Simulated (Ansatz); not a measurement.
# Ligand exchange: MgH(SH) + SnH2(SH)2 → Mg(SH)2 + SnH3(SH)

Species: MgH(SH), singlet; SnH2(SH)2, singlet; Mg(SH)2, singlet; SnH3(SH), singlet. The partners trade H for SH: Mg–H and Sn–SH bonds give way to Mg–SH and Sn–H.

Shapes, held fixed at every level: PBE0-D4/def2-TZVP. Flexible molecules stand in one conformer, not always the lowest. Programs: Ansatz 0.2.0. Electronic energies: no zero-point or thermal term.

```
              level                    kind  ΔE (kJ/mol)  less CCSD(T)/def2-TZVPP
        HF/def2-SVP            Hartree–Fock        -79.9                    -10.0
BHLYP-D4/def2-TZVPP           global hybrid        -66.4                     +3.5
 wB97X-V/def2-TZVPP  range-separated hybrid        -67.2                     +2.7
       MP2/def2-SVP     perturbation theory        -79.2                     -9.3
   CCSD(T)/def2-SVP   coupled cluster or CI        -78.1                     -8.2
    CCSD/def2-TZVPP   coupled cluster or CI        -71.8                     -1.9
 CCSD(T)/def2-TZVPP   coupled cluster or CI        -69.9                      0.0
```

The highest level, CCSD(T)/def2-TZVPP, gives ΔE = -69.9 kJ/mol; the levels span -79.9 to -66.4. The column of differences is taken from that level and isn't an error. No measured value is set beside it here. For atoms past krypton def2 sets carry core potentials with scalar relativity. Correlated rows may include outer-core shells of Mg, Sn, which these sets cover unevenly.

Every level places SH on magnesium and hydrogen on tin, with CCSD(T)/def2-TZVPP giving -69.9 kJ/mol. The preference follows from bond polarity: magnesium is much more electropositive than tin, so it gains more from replacing hydride with the more electronegative thiolate, whose negative charge sits largely on sulfur. Tin forms a more covalent, less polar bond to hydrogen and so gives up SH at a smaller cost.

The energy depends more on the basis than on the treatment of correlation. With def2-SVP, Hartree–Fock, MP2 and CCSD(T) nearly agree, as expected when the number and broad type of electron-pair bonds are conserved, whereas enlarging the basis moves CCSD(T) from -78.1 to -69.9 kJ/mol. The smaller set probably underdescribes the diffuse, hydridic density of Mg–H, making the reactants too high in energy. The direction of exchange between these isolated molecules is therefore well supported, but it need not carry over to condensed phases, where magnesium thiolates and hydrides can associate through bridging ligands.
